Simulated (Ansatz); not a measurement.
## SrTiO3: pressure against volume per atom

All results are calculated (Ansatz 0.2.0). Periodic Kohn-Sham DFT of a crystal at fixed atoms; pressure and stress are positive in compression; the energy is the free energy less that of spherical unpolarised free atoms; site moments are those in the method's own spheres, positive along +z.

Cell of the first row (space group Pm-3m, No. 221):
```
CELL_PARAMETERS angstrom
3.82530 0.00000 0.00000
0.00000 3.82530 0.00000
0.00000 0.00000 3.82530
ATOMIC_POSITIONS crystal
Sr 0.00000 0.00000 0.00000
Ti 0.50000 0.50000 0.50000
O 0.00000 0.50000 0.50000
O 0.50000 0.00000 0.50000
O 0.50000 0.50000 0.00000
```

Settings of every row: method frozen-core PAW; functional PBEsol; relativity scalar; k mesh 7x7x7; filling fermi-dirac; smearing width 0.05 eV; wave cutoff 420 eV; paw set soft_2.

Atom start moment: 0 on all atoms.

Limits: PAW files made with PBE.

| row | volume per atom (Å³) | pressure (GPa) |
| --- | --- | --- |
| 1 | 11.195 | 10.647 |
| 2 | 11.433 | 5.985 |
| 3 | 11.671 | 1.805 |
| 4 | 11.79 | -0.119 |
| 5 | 11.909 | -1.941 |
| 6 | 12.029 | ? |
| 7 | 12.148 | -5.302 |
| 8 | 12.386 | -8.319 |
| 9 | 12.624 | -11.02 |

Question: what pressure should row 6 give?

Worked fit of pressure. Take u = (V_r/V)^(2/3) − 1 with V_r = 11.849 Å³ an atom, which is twice the finite (Eulerian) strain; such expansions in the strain, on which the Birch-Murnaghan equation of state is built, carry the rest volume and the bulk modulus. The shown rows have u = 0.03858, 0.02411, 0.01014, 0.00333, -0.00336, -0.01648, -0.02912, -0.04136. Least squares give pressure = −1.0317 + 271.896 × u + 768.46 × u² + 807 × u³ GPa; a parabola predicts inner rows, each left out in turn, worse (root mean square 0.013 against 0.0053 GPa). The rows lie off it by -0.001, 0.003, 0.000, -0.001, -0.004, 0.005, -0.001, 0.000 (root mean square 0.0026 GPa). The pressure vanishes at u = 0.0038, or V = 11.78 Å³ an atom, and there the bulk modulus at fixed shape and fractions is B = −V dP/dV = (2/3)(1 + u) dP/du = 186 GPa. The withheld row has u = -0.01, so the fit gives −1.0317 + 271.896 × (-0.01) + 768.46 × (-0.01)² + 807 × (-0.01)³ = -3.675 GPa.

The calculation gave -3.668 GPa. The fit lies 0.007 GPa (0.032 % of the column's range) below it; its largest miss of a shown row is 0.005 GPa.
